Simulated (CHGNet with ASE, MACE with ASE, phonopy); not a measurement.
# Highest zone-centre mode of rocksalt MgS against volume with MACE-MP-0b2 small and CHGNet 0.3.0

Before a machine-learned potential is used for the thermal expansion of MgS, it has to be decided whether its phonon frequencies respond sensibly to volume. In the quasi-harmonic picture that response drives the expansion, and it also enters the anharmonic scattering that limits heat conduction. The quantity followed here is the highest optical mode at the zone centre, calculated with two potentials at volumes from 3 % below to 5 % above each potential's own static volume V0. The mode Grüneisen parameter γ is minus the slope of ln ω against ln V, so a positive γ means softening on expansion. The comparison is between the two potentials; no measured frequency and no direct density-functional result stands in the table.

## Systems and settings

One crystal, MgS (rocksalt), taken from a measured cell of the Crystallography Open Database (known phase), directly or through a relaxation at another level, and relaxed at each level to its static volume V0; then scaled volumes, with shape and atoms relaxed at fixed volume where symmetry leaves them free. Machine-learned potentials: finite atomic displacements of 0.02 to 0.04 Å in 3×3×3 supercells with phonopy 4.10.

Notes on method and selection:

- Minus the slope of ln ω against ln V is the mode Grüneisen parameter.
- Harmonic values at the static lattice; measured values carry thermal expansion and anharmonic shifts at their temperature.
- MACE-MP-0b2 and CHGNet are published machine-learned interatomic potentials trained on PBE and PBE+U data; they have no electrons, no dipole term and hence no LO-TO splitting.
- Runs that did not converge, have known faults or may not be shown are not listed, and runs on Ansatz's PAW sets soft_1 and soft_2 are kept to separate tables.

Columns:

- volume (Å³): volume per atom.
- pressure (GPa): static pressure at that volume, compression positive.
- lowest on path (cm⁻¹): lowest frequency along the high-symmetry path, interpolated; zero means stable, negative imaginary.
- highest Γ mode (cm⁻¹): highest optical mode at the zone centre, without the macroscopic field (no LO-TO term).

## Data

| member | level of theory | volume (Å³) | pressure (GPa) | lowest on path (cm⁻¹) | highest Γ mode (cm⁻¹) |
| --- | --- | --- | --- | --- | --- |
| V/V0 = 0.97 | CHGNet 0.3.0 | 17.318 | 3.29 | −54.3 | 154.2 |
| V/V0 = 0.985 | CHGNet 0.3.0 | 17.586 | 1.18 | −35.4 | 114.3 |
| V/V0 = 1 | CHGNet 0.3.0 | 17.854 | 0.00 | −45.0 | 84.8 |
| V/V0 = 1.015 | CHGNet 0.3.0 | 18.122 | −1.23 | −27.5 | 108.6 |
| V/V0 = 1.03 | CHGNet 0.3.0 | 18.390 | −2.31 | 0.0 | 124.0 |
| V/V0 = 1.05 | CHGNet 0.3.0 | 18.747 | −3.67 | 0.0 | 123.1 |
| V/V0 = 0.97 | MACE-MP-0b2 small | 17.385 | 2.25 | 0.0 | 252.0 |
| V/V0 = 0.985 | MACE-MP-0b2 small | 17.654 | 1.08 | 0.0 | 241.0 |
| V/V0 = 1 | MACE-MP-0b2 small | 17.922 | 0.00 | 0.0 | 230.1 |
| V/V0 = 1.015 | MACE-MP-0b2 small | 18.191 | ? | ? | ? |
| V/V0 = 1.03 | MACE-MP-0b2 small | 18.460 | −1.92 | 0.0 | 208.5 |
| V/V0 = 1.05 | MACE-MP-0b2 small | 18.819 | −3.08 | 0.0 | 194.0 |

Cells marked ? are withheld until the estimate has been made.

Least-squares fits to the members shown, with x = volume (Å³); R² and errors in the fitted variable (y, or ln y where the fit is in ln y):

| y | level of theory | members | fit | R² | rms residual | leave-one-out rms | the same for the mean of the others |
| --- | --- | --- | --- | --- | --- | --- | --- |
| highest Γ mode (cm⁻¹) | CHGNet 0.3.0 | 6 | ln y = 7.944 − 1.103 ln x | 0.03 | 0.18 | 0.28 | 0.21 (fit no better) |
| highest Γ mode (cm⁻¹) | MACE-MP-0b2 small | 5 | ln y = 14.9565 − 3.29958 ln x | 1.00 | 0.0041 | 0.0082 | 0.12 |

## What drives the series

With MACE-MP-0b2 small the mode falls at every step of expansion shown, from 252.0 to 194.0 cm⁻¹. The fall is almost linear in volume: (252.0 − 241.0) / (17.654 − 17.385) = 40.9 cm⁻¹ per Å³ at the compressed end and (208.5 − 194.0) / (18.819 − 18.460) = 40.4 at the expanded end. A constant slope on a shrinking frequency means a growing γ, which rises from about 2.9 to about 3.7 between these two intervals, taking in each the logarithm of the frequency ratio over that of the volume ratio. The fitted 3.3 is an average over the range.

The masses do not change, so ω² follows the restoring force, which drops by a factor (252.0 / 194.0)² = 1.69 for a volume increase of 8 %, or less than 3 % in the Mg–S distance. Theory offers a reason for such sensitivity. In an ionic crystal the transverse mode is held up by short-range repulsion, which decays steeply with distance, and pulled down by the dipolar local field, which weakens more slowly. The difference of the two therefore changes faster, in proportion, than the repulsion itself.

CHGNet gives no usable γ. Its mode drops from 154.2 to 84.8 cm⁻¹ on going from 0.97 V0 to V0, then rises to 124.0 at 1.03 V0, and the power-law fit does no better than the mean. General softness is not the explanation: between 0.985 and 1.03 V0 the pressures give a bulk modulus of about 78 GPa with CHGNet and 67 GPa with MACE. The fault shows most plainly in the response to moving Mg against S. An uneven learned energy surface is a likely cause, and the larger displacements used for CHGNet may contribute. The two potentials thus do not agree on γ, and of the two only MACE gives a regular volume dependence.

## An estimate before looking

Plain estimates from the members shown:

- V/V0 = 1.015 (MACE-MP-0b2 small), fit at x = 18.191: 218.0 cm⁻¹
- V/V0 = 1.015 (MACE-MP-0b2 small), geometric interpolation between V/V0 = 1 and V/V0 = 1.03: w = (18.191 − 17.922) / (18.460 − 17.922) = 0.500, so 230.1 × (208.5 / 230.1)^0.500 = 219.0 cm⁻¹
- V/V0 = 1.015 (MACE-MP-0b2 small), from its own CHGNet 0.3.0 value plus the mean shift MACE-MP-0b2 small − CHGNet 0.3.0 over the other 5 members (+105.0, standard deviation 27): 108.6 + 105.0 = 213.6 cm⁻¹

The missing MACE frequency lies midway in volume between two shown members, so linear interpolation in volume is the natural route. The power-law fit is less suitable because it assumes a constant γ. At V0 it lies about 1.1 cm⁻¹ below the calculated value and at 1.03 V0 about 0.8 below, so its 218.0 for the missing member should be low by about 1 cm⁻¹. The route through CHGNet carries that potential's irregularity with it and is set aside.

Linear interpolation gives 230.1 − 0.500 × (230.1 − 208.5) = 219.3 cm⁻¹.

The same route can be tried on the three inner members, each from its two shown neighbours:

- 0.985 V0: 241.0 against 241.0 calculated
- V0: 241.0 − (17.922 − 17.654) / (18.460 − 17.654) × (241.0 − 208.5) = 230.2 against 230.1
- 1.03 V0: 230.1 − (18.460 − 17.922) / (18.819 − 17.922) × (230.1 − 194.0) = 208.4 against 208.5

The misses are at most about 0.1 cm⁻¹, close to the printed rounding. Symmetry fixes the atomic positions in rocksalt, so no internal relaxation can bend the curve between the neighbours, and no shift is added. The error bar is set at 0.2 cm⁻¹, somewhat wider than the misses, because three trials are few and a learned energy surface can have small ripples.

**Committed estimate, V/V0 = 1.015 (MACE-MP-0b2 small): highest Γ mode = 219.3 ± 0.2 cm⁻¹.**

## The answer

| member | level of theory | volume (Å³) | pressure (GPa) | lowest on path (cm⁻¹) | highest Γ mode (cm⁻¹) |
| --- | --- | --- | --- | --- | --- |
| V/V0 = 1.015 | MACE-MP-0b2 small | 18.191 | −1.00 | 0.0 | 219.3 |

| member | estimate | highest Γ mode (cm⁻¹) | computed | estimate − computed | miss in error bars |
| --- | --- | --- | --- | --- | --- |
| V/V0 = 1.015 (MACE-MP-0b2 small) | committed | 219.3 | 219.3 | 0.0 | 0.0 |
| V/V0 = 1.015 (MACE-MP-0b2 small) | fit | 218.0 | 219.3 | −1.3 |  |
| V/V0 = 1.015 (MACE-MP-0b2 small) | interpolation | 219.0 | 219.3 | −0.3 |  |
| V/V0 = 1.015 (MACE-MP-0b2 small) | shift from CHGNet 0.3.0 | 213.6 | 219.3 | −5.7 |  |

The estimate of 219.3 cm⁻¹ agrees with the computed value to the printed digit and so lies inside its error bar of 0.2. It did better than all three plain estimates: geometric interpolation is 0.3 cm⁻¹ low, the power-law fit 1.3 low and the shift from CHGNet 5.7 low.

The argument that held is that the MACE frequency is linear in volume between neighbouring members. The expected shortfall of the power law, about 1 cm⁻¹, also appeared, since a constant γ does not describe a frequency that falls by equal amounts for equal volume steps.

The result is consistent with a smooth learned energy surface, but it is no test of the proposed balance between short-range repulsion and the dipolar local field. MACE has no explicit dipole term and can carry that balance only as far as its training forces have taught it.

## Where the trend breaks

Least-squares fits to the whole series, with x = volume (Å³); R² and errors in the fitted variable (y, or ln y where the fit is in ln y):

| y | level of theory | members | fit | R² | rms residual | leave-one-out rms | the same for the mean of the others |
| --- | --- | --- | --- | --- | --- | --- | --- |
| highest Γ mode (cm⁻¹) | CHGNet 0.3.0 | 6 | ln y = 7.944 − 1.103 ln x | 0.03 | 0.18 | 0.28 | 0.21 (fit no better) |
| highest Γ mode (cm⁻¹) | MACE-MP-0b2 small | 6 | ln y = 14.9303 − 3.29020 ln x | 1.00 | 0.0043 | 0.0080 | 0.11 |

Largest departures from the fit to the whole series:

| member | level of theory | highest Γ mode (cm⁻¹) | fit | computed − fit | computed / fit | in rms residuals (of ln y) |
| --- | --- | --- | --- | --- | --- | --- |
| V/V0 = 1.05 | MACE-MP-0b2 small | 194.0 | 195.2 | −1.2 | 0.99 | 1.4 |
| V/V0 = 0.97 | MACE-MP-0b2 small | 252.0 | 253.4 | −1.4 | 0.99 | 1.2 |
| V/V0 = 1.015 | MACE-MP-0b2 small | 219.3 | 218.3 | +1.0 | 1.00 | 1.1 |
| V/V0 = 1 | MACE-MP-0b2 small | 230.1 | 229.2 | +0.9 | 1.00 | 0.9 |

The MACE departures form a pattern: the fit is too high at both ends, by 1.4 and 1.2 cm⁻¹, and too low in the middle, by 1.0 and 0.9. This is the curvature left by a constant γ, not a fault of single members.

The large irregularities belong to CHGNet. Its six frequencies average (154.2 + 114.3 + 84.8 + 108.6 + 124.0 + 123.1) / 6 = 118.2 cm⁻¹; the member at V0 lies 118.2 − 84.8 = 33.4 below this and the one at 0.97 V0 lies 154.2 − 118.2 = 36.0 above. The pressures are uneven too: the step from 0.97 to 0.985 V0 changes the pressure by 3.29 − 1.18 = 2.11 GPa, the next equal step by only 1.18. With MACE the same steps give 2.25 − 1.08 = 1.17 GPa and 1.08 GPa. CHGNet's response to uniform compression is therefore irregular as well, not only its response to the relative motion of Mg and S.

CHGNet's phonons are also softer than MACE's as a whole. The bulk moduli compared before the estimate could not show this, because they measure uniform compression only; it was wrong to dismiss general softness on that ground and to place the fault chiefly in the motion of Mg against S. The zero-point energy, half the sum of the phonon energies, is lower with CHGNet at every V/V0 of the series. At V0 the highest zone-centre mode is lower than with MACE by a factor 230.1 / 84.8 = 2.7, and for the softest mode on the sampled mesh the factor is larger still.

Softness by one constant factor would leave γ unchanged, so it does not by itself make the frequency fall and then rise. For that irregularity and for the uneven pressures, an uneven learned energy surface is the likeliest common cause. The larger atomic displacements cannot affect the static pressures. They may affect the frequencies, but by how much is open, since every CHGNet phonon run in the series uses them. The imaginary frequencies on CHGNet's interpolated path are no sound evidence of a real instability of MgS. At V0 the sampled mesh has no unstable mode, but this does not clear the potential: the softest mode there is far lower than with MACE, and interpolation through the whole zone makes a small share of the modes imaginary, which does not happen with MACE.

## Conclusions and limits

The two potentials do not agree on a Grüneisen parameter, because CHGNet does not yield a meaningful one. They differ in more than this one mode: CHGNet's phonons are softer as a whole, although its bulk modulus is not lower. With MACE, linear interpolation between neighbours 3 to 5 % apart in volume reproduces each of the four inner members to about 0.1 cm⁻¹.

Around V0, MACE gives γ = (241.0 − 219.3) / (18.191 − 17.654) × 17.922 / 230.1 = 3.1. Against pressure the mode rises by (241.0 − 219.3) / (1.08 + 1.00) = 10.4 cm⁻¹ per GPa.

For thermal expansion, MACE is the better candidate of the two on regularity; its accuracy is not tested here, and expansion depends on all modes, not on this one alone.

The main omission is the macroscopic field, which in an ionic crystal raises the longitudinal mode well above the transverse one. The values above therefore concern the transverse mode.
